ABINIT 10.8.3, plane-wave DFT with the LDA functional, for ZnO (P6_3mc, a = 3.249 Å, c = 5.206 Å). PseudoDojo NC SR LDA v0.4.1 standard pseudopotentials, 979.61 eV wave cutoff, 7x7x4 k mesh, Fermi-Dirac smearing of 0.05 eV, no spin-orbit coupling. Level energies are relative to the valence top, and levels are numbered outward from the gap.

```tsv
point a (reciprocal cell vector)	point b (reciprocal cell vector)	point c (reciprocal cell vector)	level point (row)	level under 4 (eV)	level over 1 (eV)	level over 2 (eV)
0.0000	0.0000	0.0000	1	-0.812	0.791	5.133
0.1429	0.0000	0.0000	2	-1.078	1.992	5.913
0.4286	0.0000	0.0000	3	-2.768	5.276	7.134
0.1429	0.1429	0.0000	4	-2.014	3.265	6.978
0.2857	0.2857	0.0000	5	-3.263	6.666	7.562
0.1429	0.0000	0.5000	6	-0.890	3.997	3.997
0.4286	0.0000	0.5000	7	-1.451	5.558	5.558
```

## What is to be estimated

The column "level over 1" gives the lowest empty level of ZnO in LDA, counted from the top of the filled levels. It depends on the wave vector of the electron, whose components are point a, point b and point c, in units of the reciprocal cell vectors. At the zone centre, level point 1, the level lies at the gap, 0.79 eV. Away from the centre it climbs by several electronvolts, and one formula with one fitted constant follows much of that climb.

## Why the level rises steeply from the centre

The lowest empty state at the centre is built mainly from s orbitals of zinc and oxygen, and the highest filled states mainly from oxygen p orbitals. This is the standard picture of ZnO; the table holds only energies. At the centre the s orbitals of all zinc atoms enter this empty state with the same sign, so their effects on a p orbital of the oxygen between them nearly cancel, and the two kinds of state hardly mix. A wave vector of length $k$ shifts the phase from cell to cell and spoils the cancellation, at first in proportion to $k$.

Two levels that mix push each other apart. Put one at 0 and the other at the gap $G$, and let their coupling be $Pk$. The energies $L$ of the mixed states then obey $L(L-G)=P^2k^2$, and the upper one is

$$L=\frac{G}{2}+\sqrt{\frac{G^2}{4}+P^2k^2}.$$

## Two limits and an analogy

When $Pk$ is much smaller than $G/2$, the level rises as $P^2k^2/G$, the familiar parabola. When $Pk$ is much larger, it approaches $G/2+Pk$, a straight line. The smaller the gap is beside the coupling, the sooner the parabola gives way.

With the small gap that LDA gives ZnO, it gives way early. From level point 2 to level point 4, $k^2$ triples, but the rise above the gap only about doubles. With the fitted $P$, the change from one limit to the other comes at about a quarter of the distance to level point 2.

A free relativistic particle has the same energy formula, once the level is counted from the middle of the gap, with $G/2$ as its rest energy and $Pk$ in place of momentum times the speed of light. It too passes from a parabola to a straight line. The likeness ends where the crystal shows its structure, because empty space has no preferred directions and no repeating cells.

## The rule in numbers

The gap is read from level point 1, and $P\approx5.2$ eV Å is fitted to level points 2, 4 and 6. With the size of the hexagonal cell put in, and $a$, $b$, $c$ standing for the three point columns, the rule in eV is

$$L\approx0.40+\sqrt{0.16+133\,(a^2+b^2+ab)+39\,c^2}.$$

Level point 3, which was not used in the fit, has $a=0.4286$ and $b=c=0$:

1. $a^2=0.1837$, and $133\times0.1837=24.4$.
2. Adding 0.16 gives 24.6, whose root is 4.96.
3. Adding 0.40 gives $L\approx5.4$ eV.

The calculation has 5.3 eV.

Level point 7, also outside the fit, differs only by $c=0.5$. This adds $39\times0.25\approx9.8$ under the root, and the estimate becomes 6.3 eV. The calculation has 5.6 eV. The rule expects the step along $c$ to cost almost 1 eV, while the computed level rises by only 0.3 eV.

## How far to trust it

At the three fitted points and at level point 3 the rule is within 0.1 eV of the calculation. At level points 5 and 7, the farthest from the centre, it misses by 0.6 and 0.7 eV, in opposite directions. The printed output after this text lists each estimate.

A better constant would not cure this. Level points 5 and 7 are almost equally far from the centre, yet their levels differ by 1.1 eV. A rule that knows only the distance must therefore miss one of them by about half of that or more. Out there the direction matters as well as the distance.

The rule also keeps rising, whereas a crystal has the same set of levels again after each full reciprocal vector. Followed along $c$ for one such vector, the band should arrive at the second empty level of the centre, by the usual folding argument for this structure. That level lies at 5.1 eV; the rule gives 6.6 eV.

The agreement near the centre does not single out the cause. Any band of finite width must bend below its parabola, and a plain straight line in $k$ does nearly as well over all six points off the centre, though clearly worse at the fitted ones. The formula also leaves out all other levels and the kinetic energy that even a free electron gains with $k$, and the fitted $P$ absorbs part of both. That kinetic energy is not small. At level point 2 it is about 0.4 eV, a third of the computed rise above the gap, so the steep start does need a push from levels below. At level point 3 it is about 3.5 eV beside a rise of 4.5 eV, so the close agreement there does not show that the mixing does most of the work. $P$ is best taken as a working constant for this band.

The estimates are also tied to LDA, which puts the gap far below the measured one. Putting the measured gap into the formula would change the shape of the curve as well as its starting point, and these data do not test that curve.

Numerical output:

```
lowest empty level and three one-constant rules, energies in eV:
     row  level point  k in 1/angstrom  P2k2 in eV2   rule  rule less computed  line less computed  parabola less computed
     0.0            1                0            0  0.791                   0                   0                       0
  0.1429            2           0.3191        2.713   2.09             0.09756              0.2384                 -0.4482
  0.4286            3           0.9571        24.41  5.352              0.0759             -0.1679                   2.287
  0.1429            4           0.5527         8.14  3.276              0.0109             0.01907                 -0.2155
  0.2857            5            1.105        32.54  6.113             -0.5526             -0.8906                   3.153
  0.1429            6           0.6826        12.42  3.941            -0.05555             -0.1269                  0.2392
  0.4286            7            1.131        34.11   6.25              0.6915              0.3366                   4.698
factor of (a2 + b2 + ab) in k squared, 1/angstrom2: 4.987
factor of c2 in k squared, 1/angstrom2: 1.457
fitted P, eV angstrom: 5.162
smallest P from a single row, eV angstrom: 4.549
largest P from a single row, eV angstrom: 5.663
short form, factor of (a2 + b2 + ab) under the root, eV2: 132.9
short form, factor of c2 under the root, eV2: 38.82
half the gap, eV: 0.3955
k where P k equals half the gap, as a fraction of k in row 2: 0.2401
rise in row 4 over rise in row 2: 2.06
rms miss of the rule, inner rows 2 4 6, eV: 0.06512
rms miss of the rule, outer rows 3 5 7, eV: 0.5129
rms miss of the rule, all six rows off the centre, eV: 0.3656
rms miss of the straight line, inner rows, eV: 0.1563
rms miss of the straight line, all six rows, eV: 0.4099
rms miss of the parabola, all six rows, eV: 2.502
level in row 5 less level in row 7, eV: 1.108
k in row 7 over k in row 5: 1.024
rule continued from the centre by one full reciprocal vector along c, eV: 6.638
that value less the second empty level at the centre, eV: 1.505
```
